A maximally localised Wannier function is a combination of the crystal's Bloch states, chosen so that it is as compact as possible. Its spread is the mean square distance of its density from its own centre. Its on-site energy is the expectation value of the crystal Hamiltonian in that function, counted here from the top of the valence band. The functions below were made from the filled oxygen bands of anatase TiO₂, computed with a meta-GGA functional, and the localisation started from O 2s and O 2p orbitals.

Maximally localised Wannier functions of the filled O 2s and 2p bands of anatase TiO₂, computed with Ansatz 0.2.0 (r2SCAN, plane waves, PAW, non-magnetic) in the r2SCAN-relaxed cell. The cutoff is 500 eV, the k mesh 8×8×8 and the Wannier mesh 6×6×6. On-site energies are relative to the valence-band top, and x, y and z are the Cartesian coordinates of the centres.

| row | function spread (angstrom^2) | function on site (eV) | function x (Å) | function y (Å) | function z (Å) |
| --- | --- | --- | --- | --- | --- |
| 1 | 0.808 | -7.532 | -0.058 | 1.523 | 0.243 |
| 2 | 0.808 | -7.535 | 0.366 | 0.057 | 7.430 |
| 3 | 0.808 | -7.533 | -0.057 | -0.366 | 2.153 |
| 4 | 0.808 | -7.535 | 0.366 | 1.832 | 4.549 |
| 5 | 0.870 | -6.452 | -0.093 | 1.889 | 0.809 |
| 6 | 1.020 | -3.496 | 0.210 | 1.889 | 0.494 |
| 7 | 0.808 | -7.533 | -0.057 | 2.255 | 0.243 |
| 8 | 0.870 | -6.453 | 0.000 | 0.093 | 7.996 |
| 9 | 0.809 | -7.532 | -0.366 | 0.058 | 7.430 |
| 10 | 1.020 | -3.493 | 0.000 | -0.210 | 7.682 |
| 11 | 0.870 | -6.452 | -0.093 | 0.000 | 1.587 |
| 12 | 1.020 | -3.496 | 0.210 | 0.000 | 1.902 |
| 13 | 0.808 | -7.532 | -0.058 | 0.366 | 2.153 |
| 14 | 0.870 | -6.452 | 0.000 | 1.796 | 3.983 |
| 15 | 0.809 | -7.532 | -0.366 | 1.831 | 4.549 |
| 16 | 1.020 | -3.493 | 0.000 | 2.099 | 4.297 |

### Three kinds of function on every oxygen

The row order carries no physics; the positions do. Each oxygen lies in a plane with three titanium neighbours, two at 1.93 Å and a third slightly farther away. Two functions lean towards the two nearer Ti (rows 1–4, 7, 9, 13 and 15), and one leans towards the third (rows 5, 8, 11 and 14). The last one sits mainly out of the plane (rows 6, 10, 12 and 16).

These three kinds also form three groups in energy and spread. The functions towards the nearer Ti are the lowest, at −7.53 eV, and the most compact. The function towards the third Ti lies 1.1 eV higher and is a little wider. The out-of-plane function lies another 3.0 eV higher and is the widest. Differences within a group are numerical noise.

No row is a plain O 2s or O 2p orbital, although those were the starting orbitals. A pure s or p orbital on a spherical ion has its centre on the nucleus, while every centre here is 0.2 to 0.4 Å away from it. The localisation has mixed s and p into hybrids, which carry more density on one side of the nucleus than on the other. How much s each hybrid receives is the key to the order of the energies.

### From s share to energy and position

Let w be the s share of a hybrid, so that 1 − w is its p share. The four hybrids on one oxygen use up one s orbital and three p orbitals, and their s shares therefore add to one. An O 2s electron is bound much more strongly than an O 2p electron, so a larger w means a lower on-site energy. If the three p orbitals are given one common energy, the on-site energy E falls linearly with w, and the share follows from

w = 1/4 + 3/4 · (M − E)/(M − Eₛ).

Here M is the mean on-site energy of the four hybrids and Eₛ is the energy of the O 2s level. For Eₛ a rough recalled value of −17 eV is used.

The same share fixes how far the centre moves off the nucleus. The shift comes from the product of the s part and the p part of the hybrid, which add on one side and cancel on the other. It is therefore L·√(w(1 − w)), where L is a length set by the overlap of the two orbitals in space. A pure p function does not shift at all, and a hybrid with equal parts shifts most. Energies thus predict positions once L is known, and a least-squares fit to all 16 rows gives L = 0.89 Å.

The out-of-plane function of row 6 serves as a worked case; it was part of the fit.

- Mean energy: M = (2 × (−7.53) − 6.45 − 3.50)/4 = −6.25 eV.
- s share: w = 0.25 + 0.75 × (−6.25 + 3.50)/(−6.25 + 17) = 0.06.
- Shift: 0.89 Å × √(0.06 × 0.94) = 0.21 Å.

The computed centre lies 0.23 Å from the nucleus, so the model falls short by about a tenth of the shift. In the model the highest function is thus almost pure p, which accounts for both its high energy and its small shift. The small share depends on the recalled O 2s level: it runs from 0.04 to 0.07 as that level is moved from −16 to −18 eV.

For the other two groups the model gives s shares of 0.34 and 0.26, and shifts within about 6% of the computed ones. The sixteen rows contain only three kinds of function, so the agreement is a modest test. It does support the picture of three in-plane hybrids that hold most of the s orbital and a fourth that holds little.

### Why the two nearer titanium atoms get more s

The order within the plane is the one expected from Coulson's relation between angle and s share. Two hybrids on one atom must be orthogonal, and for two equal ones this requires cos θ = −w/(1 − w), where θ is the angle between them. Pure p orbitals stand at 90°, and a wider angle demands more s. The two nearer Ti are seen from the oxygen at an angle of 155.5°, which is nearly a straight line. The two hybrids that serve them therefore take more than their even part of the s orbital, and the hybrid towards the third Ti is left with less.

The rule gives the right order but far too large a split if the hybrids are made to point exactly along the bonds. With the same O 2s level, the functions towards the nearer Ti would then lie at −9.5 eV and the one towards the third at −3.3 eV. The computed difference is only 1.1 eV. The centres show why: those of the two equal hybrids are seen from the nucleus at 128°, well inside the angle between the bonds. The hybrids bend away from the bonds and share the s orbital more evenly.

This bending can be understood from what the localisation minimises. Mixing functions on one oxygen leaves their summed mean square distance from the nucleus unchanged. The summed spread then falls only if the centres move outwards, and in the model the sum of the squared shifts is largest when all four s shares are equal. A free, spherical oxide ion would accordingly end with four equal hybrids at the corners of a tetrahedron. In the crystal the three Ti neighbours break that equality, and the result is a compromise between the tetrahedron and the bonds.

### The function beside the mirror plane

The out-of-plane function looks irregular at first sight. The plane through the oxygen and its three Ti is a mirror plane of the crystal, yet this function sits 0.21 Å to one side of it. The other three functions on the same oxygen are displaced to the opposite side, and the four displacements cancel to within the rounding of the table. The filled states as a whole keep the mirror symmetry; only their division into four functions breaks it. The mirror image of the set would be equally good.

The same argument on squared shifts explains why the division takes a side. Suppose that the out-of-plane function were pure p and the three in-plane hybrids held one third of the s orbital each. Moving a small amount of s into the p function would then raise its squared shift three times as fast as it lowered those of the others. The summed spread would fall, so the localisation accepts some s in the fourth function and tilts all four.

The water molecule shows the same effect in a simpler setting. Its two lone pairs can be described as one in-plane hybrid and one pure p orbital across the plane, or as two equal lobes above and below the plane. Localisation by spread prefers the two lobes, and the total density is the same in both descriptions. The comparison ends at the number of neighbours. Water has two lobes that mirror each other, whereas an oxygen with three neighbours in a plane has one function left over, which must choose a side.

### Why the widest function is the least displaced

It may seem odd that the function nearest to its nucleus has the largest spread. The spread is measured from the function's own centre, and it equals the mean square distance from the nucleus minus the square of the shift. A strongly displaced hybrid therefore has more subtracted. Between the out-of-plane function and those towards the nearer Ti the spread differs by 0.21 Å², and slightly more than half of this comes from the smaller shift. The rest is a real difference in extent about the nucleus, as fits a function with more of the wider 2p orbital and less 2s.

The function towards the third Ti does not fit this account as well. It is displaced as far as its two neighbours, about 0.41 Å, so its larger spread must come from a larger extent about the nucleus. Its s share is only about a quarter of the way from theirs to that of the out-of-plane function. Its mean square distance from the nucleus has by then covered about two thirds of the way. Measured from the nucleus, a change in s share alone does not account for this.

The centres point to what the model leaves out. In a set of pure s–p hybrids the four shifts on one oxygen must add to zero in every direction. Out of the plane they do, but along the line to the third Ti they add up to 0.15 Å, directed towards that atom. An oxygen with two neighbours on one side and one on the other is free to have such a displacement, and in the crystal it cancels between oxygens that face opposite ways. It also has the right direction to lengthen the shift of the function towards the third Ti and to shorten those of its two neighbours, which is how the computed shifts depart from the model. If it is shared equally, the four functions are grouped around a point 0.037 Å off the nucleus. About that point the mean square distance of the function towards the third Ti exceeds that of its neighbours by 0.022 Å² instead of 0.064 Å², and that of the out-of-plane function exceeds theirs by 0.078 Å² instead of 0.097 Å². The fraction is then a little over a quarter, as the s shares require. From the same point the two equal hybrids are seen at about 120°, for which Coulson's relation gives a share of one third, close to the 0.34 drawn from the energies. The extra extent and the displacement may thus be one fact, not two, but this rests on the equal sharing, which is assumed here and not tested.

A small admixture of Ti 3d orbitals would produce such a displacement, though the centres do not tell whether it is shared by all four functions or carried mainly by a tail of one of them on the third Ti. Polarisation of the oxide ion by its surroundings could act in the same direction. The least projectability of 0.782 shows that the O 2s and 2p starting orbitals leave out about a fifth of at least one filled state. That leaves room for titanium, but it does not identify what fills the gap.

### What the functions tell about the bond

All sixteen centres lie much nearer to oxygen than to titanium; even the most displaced one covers only about a fifth of the way along a bond. Each function holds two electrons, so four of them give an oxygen eight valence electrons, the count of a formal O²⁻ ion. This is book-keeping by centres and not a measured charge, since a function centred on oxygen may still have a tail on titanium. The on-site energies need similar care. They are averages over the O 2s and O 2p bands and do not mark levels from which an electron could be removed.

One question stays open, and it concerns the 1.1 eV between the in-plane functions. The model assigns all of it to the s share, because it gives the three p orbitals one energy. In the crystal a p orbital that points along the line of the two nearer Ti may well lie lower than one that points to the third, and this would separate the functions even at equal s shares. The p orbital across the plane points at no Ti and may lie higher still, so part of the 3.0 eV step to the out-of-plane function could have the same source. The O 2s weight of each function, taken from the same Wannier functions, would show how much of the split is hybridisation and how much is the unequal surroundings of the p orbitals.
